**Q:** I have a map of the energy of an oxygen atom above a W(110) surface, and I would like three things from it: the preferred site, the barrier for hopping, and the binding energy. May I take the binding energy as the full range of the map, nearly 8 eV?

Ansatz 0.2.0, PBE, plane waves (420 eV) with PAW, no spin polarisation: one O atom above a rigid three-layer W(110) slab, 2×2 surface cell, 5×5×1 k mesh, 0.1 eV Gaussian smearing, dipole correction along z. The shift runs along the cell diagonal from above a top-layer W atom, and the height is counted from the top W plane. Energies are free energies per cell.

| place shift (Å) | place height (Å) | energy over the lowest point of the map (eV) |
| --- | --- | --- |
| 0.000 | 2.020 | 2.249 |
| 0.000 | 2.430 | 4.364 |
| 0.000 | 2.830 | 5.989 |
| 0.000 | 3.330 | 7.210 |
| 0.000 | 4.030 | 7.961 |
| 0.531 | 2.020 | 2.402 |
| 0.531 | 2.430 | 4.467 |
| 0.531 | 2.830 | 6.040 |
| 0.531 | 3.330 | 7.231 |
| 0.531 | 4.030 | 7.965 |
| 1.061 | 1.600 | 0.965 |
| 1.061 | 2.020 | 2.706 |
| 1.061 | 2.430 | 4.660 |
| 1.061 | 2.830 | 6.139 |
| 1.061 | 3.330 | 7.274 |
| 1.061 | 4.030 | 7.973 |
| 1.592 | 1.190 | 0.000 |
| 1.592 | 1.600 | 0.863 |
| 1.592 | 2.020 | 2.847 |
| 1.592 | 2.430 | 4.751 |
| 1.592 | 2.830 | 6.187 |
| 1.592 | 3.330 | 7.296 |
| 1.592 | 4.030 | 7.977 |

**A:** No, and the reason lies at the top of the map. The place shift is the distance along the surface from a point directly above a W atom, and the place height is counted from the plane of the top W atoms. A binding energy compares the bound atom with a free one. At a height of 4.03 Å above a W atom the energy still rises by 0.61 eV for each further ångström, so the oxygen there is not yet free.

**Q:** But at that height all four positions have practically the same energy. Doesn't that show that the oxygen has let go of the surface?

**A:** It shows only that the oxygen no longer distinguishes one site from another. Between the position above a W atom (shift 0, atop) and the one midway between two W atoms (shift 1.592 Å, the long bridge), the difference falls from 0.60 eV at a height of 2.02 Å to 0.02 eV at 4.03 Å, the last being too small for a slab this thin to fix its exact size. The electron density outside a metal has an average part and a part that varies from site to site, and the varying part dies away faster with height. An atom can therefore still be attracted by the surface as a whole when the individual W atoms have blurred together. The test for a free atom is a vanishing slope with height, not a vanishing difference between sites.

**Q:** Can I estimate how much of the climb remains?

**A:** Roughly, if the slope dies away exponentially. Above a W atom it drops from 1.7 to 0.61 eV/Å over the last 0.70 Å, which gives a decay length of 0.70 / ln(1.7/0.61) ≈ 0.7 Å. The remaining rise is the last slope times this length, 0.61 × 0.7 ≈ 0.4 eV.

The decay length rests on only two slopes, those at the two greatest heights on one line, and the output printed below repeats the estimate for the long bridge with nearly the same result. That agreement is a weak test, because the two curves almost coincide at these heights. One step further in, the same recipe gives a decay length nearer 0.8 Å, so the decay is not strictly exponential. I would trust the estimate to say "a few tenths of an eV" and no more, and a slower tail farther out would raise it.

**Q:** Then I add a few tenths of an eV and have my binding energy?

**A:** You would have the end point of the wrong curve. The calculation forces spin-up and spin-down electrons to have the same density in every row. A free oxygen atom is a triplet, with two unpaired electrons of parallel spin, and this calculation cannot describe it.

The cost can be understood by counting. Oxygen has four 2p electrons, and exchange lowers the energy for each pair of electrons with the same spin. Three up and one down make three such pairs; two up and two down make only two. The restricted atom loses this gain and lies too high. The count gives the direction of the error, not its size: in PBE an open-shell atom is expected to lie too high once its two spin densities are forced to be equal, and this holds even for hydrogen, which has no such pair. The table holds no free atom to show by how much, but I expect the error to exceed the few tenths of an eV that were left to climb.

**Q:** Wouldn't the same error be present when the oxygen is bound, and cancel in the difference?

**A:** It should largely disappear there, and for that reason it does not cancel. Close to the surface the oxygen 2p levels mix with the 5d states of tungsten and lie mostly below the Fermi level, the energy up to which the metal's states are filled. Both spins are then filled almost equally, and little is left to gain from a moment. The restriction is nearly harmless at the bottom of the map and harmful at the top, so it stretches the energy scale between them. This is an argument from theory; the table cannot show at which height the moment would return.

A simpler system behaves in a similar way. If a hydrogen molecule is pulled apart with both electrons held in the same orbital, the curve is good near the equilibrium distance and ends too high, without any kink to warn you. In PBE the origin is the same as well: each separated H atom is forced to carry half an electron of each spin and is denied its moment, as the oxygen is here. Only the arrangement of the moments differs. In stretched hydrogen they sit on different atoms and point in opposite directions, whereas in oxygen two parallel spins sit on one atom.

**Q:** So nothing in the energies would have warned me?

**A:** There is a hint, though not a proof. A restricted curve has to climb to a plateau that is too high, so it tends to go on climbing at distances where the true curve has already levelled off. A slope of about 0.6 eV/Å at 4 Å fits that picture. Electrons passing from the metal to the oxygen, and the attraction that follows, could also lengthen the tail, and the table cannot separate the shares. PBE tends to overstate such a transfer to a distant atom, and allowing spin would not by itself remove that error.

The decisive check is to repeat the outermost points with spin allowed, starting from two unpaired electrons on the oxygen. If the energy drops and the moment survives, work inward until it collapses. The binding energy then needs a triplet oxygen atom, computed separately, as its reference.

**Q:** Let us leave the top of the map. At a height of 2.02 Å the atop position is lowest. Is that the preferred site?

**A:** No, because equal height is not equal bond length. At 2.02 Å the atop oxygen has a W atom directly beneath it, at 2.02 Å. The oxygen at the long bridge is still 2.57 Å from its nearest W atoms, so its bonds are stretched. You are comparing a nearly formed bond with two half-formed ones.

Let the bridge oxygen come down to 1.19 Å and it has two W neighbours at 1.99 Å. That is the lowest point of the map, 2.25 eV below the atop point with almost the same shortest O–W distance. The likely reason is that two good contacts let the oxygen 2p orbitals overlap with more tungsten 5d orbitals than one contact does. The pattern on this map is therefore: far out, the position closest to a single metal atom wins; close in, the position that reaches two atoms at bonding distance wins.

**Q:** Then the long bridge is the preferred site, and 2.25 eV is the price of moving to the atop position?

**A:** The first half holds only along this line. Oxygen on W(110) is known to settle in a hollow displaced to the side, where it touches three W atoms, and the line of this map, which runs straight from one W atom to the next, does not pass through it. The zero of the energy scale is therefore the lowest point of the map and not the adsorption minimum.

The second half fails because the lowest atop point is not the bottom of the atop well. Its energy still changes by 4.8 eV per ångström of height, and the sign means that it falls as the oxygen moves down. An oxygen bound to one W atom alone would settle closer than 2.02 Å, so here it is sitting on the outer wall of its well. The value of 2.25 eV is thus an upper bound on the atop energy relative to this zero, for a rigid surface. The atop position is still unlikely to overtake the long bridge: even at the full 4.8 eV/Å the oxygen would have to come down by almost another half ångström, to a bond shorter than tungsten and oxygen normally form.

**Q:** How do I recognise such a wall without drawing every curve?

**A:** Look for a change in the sign of the slope. At the long bridge it is −0.5 eV/Å at the lowest height and +4.0 eV/Å at the next, so the minimum lies between them. At the other three shifts the slope at the lowest height is still positive, between 2.2 and 4.9 eV/Å. Those three energies depend on where the scan stopped as much as on the site.

**Q:** And the hopping barrier? I work on tungsten contacts and would like to know how easily oxygen moves across them.

**A:** A barrier is the difference between a minimum and a saddle point, each with the height of the oxygen optimised. This map brackets a minimum in height at one position only, the long bridge, which is not the true site. It lies between two neighbouring hollows and may even be the top of the short hop from one to the other, but the map holds no hollow to measure that hop from. The frozen W atoms add an error of their own, because a surface that cannot give way tends to make barriers too high. For your contacts, start from the hollow, let the oxygen and the upper W atoms relax, and follow the path to the next hollow.

**Q:** What can I safely take from the map, then?

**A:** The way the bond changes with height. Between 2.02 Å and 4.03 Å the energy rises at every shift, while the differences between sites fade, and the lowest energy found belongs to the long bridge, where the oxygen has two close neighbours. These statements rest on the order of the energies, not on their exact size, although the small differences between sites at the greater heights belong to the spin-restricted surface and may change once a moment is allowed. The three things you asked for need what the map lacks: the hollow beside the line, the bottoms of the other wells, and a free oxygen atom in its triplet state.

The analysis program printed:

```
Height slope at the lowest atop point (eV/angstrom): 4.8
Height slope at the lowest point of shift 0.531 (eV/angstrom): 4.941
Height slope at the lowest point of shift 1.061 (eV/angstrom): 2.248
Height slope at the lowest long-bridge point (eV/angstrom): -0.5094
Height slope at the next long-bridge point (eV/angstrom): 4.009
Nearest O-W distance atop at height 2.02 (angstrom): 2.02
Nearest O-W distance at long bridge at height 2.02 (angstrom): 2.572
Nearest O-W distance at the lowest point of the map (angstrom): 1.988
Long bridge less atop at height 2.02 (eV): 0.598
Long bridge less atop at height 3.33 (eV): 0.086
Long bridge less atop at height 4.03 (eV): 0.016
Shift 1.061 less long bridge at height 1.60 (eV): 0.102
Height slope atop at height 4.03 (eV/angstrom): 0.6058
Height slope at long bridge at height 4.03 (eV/angstrom): 0.5613
Energy rise atop over the last height step (eV): 0.751
Energy rise at long bridge over the last height step (eV): 0.681
Rough remaining rise atop if the slope decays exponentially (eV): 0.4068
Rough remaining rise at long bridge if the slope decays exponentially (eV): 0.3869
```
